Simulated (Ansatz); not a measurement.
# InPt3: energy less free atoms and pressure against volume scale

Results calculated with Ansatz 0.2.0, not measured. Periodic Kohn-Sham DFT of a crystal at fixed atoms, scaled to volume_scale times the given cell; pressure positive in compression, energy less spherical unpolarised free atoms, largest_vzz the field gradient of largest size among the nuclei.

The cell before it is scaled or strained (space group Pm-3m, No. 221):
```
cell vectors (Å)
   3.9880     0.0000     0.0000
   0.0000     3.9880     0.0000
   0.0000     0.0000     3.9880
atoms (fractions of the cell vectors)
In  0.00000  0.00000  0.00000
Pt  0.50000  0.50000  0.00000
Pt  0.00000  0.50000  0.50000
Pt  0.50000  0.00000  0.50000
```

Settings of every row: method all-electron LAPW; functional PBEsol; relativity scalar; k mesh 10x10x10; filling fermi-dirac; smearing width 0.05 eV; basis error target 0.5 meV/atom; nucleus gaussian.

Atom start moment: 0 on all atoms.

Limits: no spin-orbit coupling on heavy atoms.

```
row  volume scale  V (Å³/atom)  energy less free atoms (eV/atom)  pressure (GPa)
  1          0.94       14.905                           -6.2902          17.795
  2          0.96       15.222                            -6.319          11.427
  3          0.98       15.539                            -6.336           5.804
  4          0.99       15.698                           -6.3404           3.245
  5             1       15.856                                 ?               ?
  6          1.01       16.015                           -6.3421          -1.413
  7          1.02       16.174                           -6.3397           -3.53
  8          1.04       16.491                           -6.3288          -7.378
  9          1.06       16.808                           -6.3108         -10.759
```

Question: what energy less free atoms and pressure should row 5 give?

Worked fit of energy less free atoms. Take u = (V_r/V)^(2/3) − 1 with V_r = 15.857 Å³ an atom, which is twice the finite (Eulerian) strain; such expansions in the strain, on which the Birch-Murnaghan equation of state is built, carry the rest volume and the bulk modulus. The shown rows have u = 0.04214, 0.02762, 0.0136, 0.00674, -0.00659, -0.01311, -0.0258, -0.03809. Least squares give energy less free atoms = −6.34243 + 0.1234 × u + 25.728 × u² + 18 × u³ eV/atom; a parabola predicts inner rows, each left out in turn, worse (root mean square 0.0003 against 4.7e-05 eV/atom). The rows lie off it by 0.0000, 0.0000, -0.0001, 0.0000, 0.0000, 0.0000, 0.0000, 0.0000. Its lowest point lies at u = -0.0024, or V = 15.91 Å³ an atom, and the curvature there gives the bulk modulus at fixed shape and fractions, B = (4/9)(1 + u)² E″(u)/V = 228 GPa. The withheld row has u = 4e-05, so the fit gives −6.34243 + 0.1234 × (4e-05) + 25.728 × (4e-05)² + 18 × (4e-05)³ = -6.3424 eV/atom.

The calculation gave -6.3424 eV/atom. The fit meets it to the printed digit.

Worked fit of pressure. Take u = (V_r/V)^(2/3) − 1 with V_r = 15.857 Å³ an atom, which is twice the finite (Eulerian) strain; such expansions in the strain, on which the Birch-Murnaghan equation of state is built, carry the rest volume and the bulk modulus. The shown rows have u = 0.04214, 0.02762, 0.0136, 0.00674, -0.00659, -0.01311, -0.0258, -0.03809. Least squares give pressure = 0.8351 + 348.816 × u + 1217.08 × u² + 1333 × u³ GPa; a parabola predicts inner rows, each left out in turn, worse (root mean square 0.022 against 0.0034 GPa). The rows lie off it by 0.000, 0.001, -0.003, 0.003, -0.002, 0.002, -0.001, 0.000. The pressure vanishes at u = -0.0024, or V = 15.91 Å³ an atom, and there the bulk modulus at fixed shape and fractions is B = −V dP/dV = (2/3)(1 + u) dP/du = 228 GPa. The withheld row has u = 4e-05, so the fit gives 0.8351 + 348.816 × (4e-05) + 1217.08 × (4e-05)² + 1333 × (4e-05)³ = 0.849 GPa.

The calculation gave 0.843 GPa. The fit lies 0.006 GPa (0.021 % of the column's range) above it; its largest miss of a shown row is 0.003 GPa.
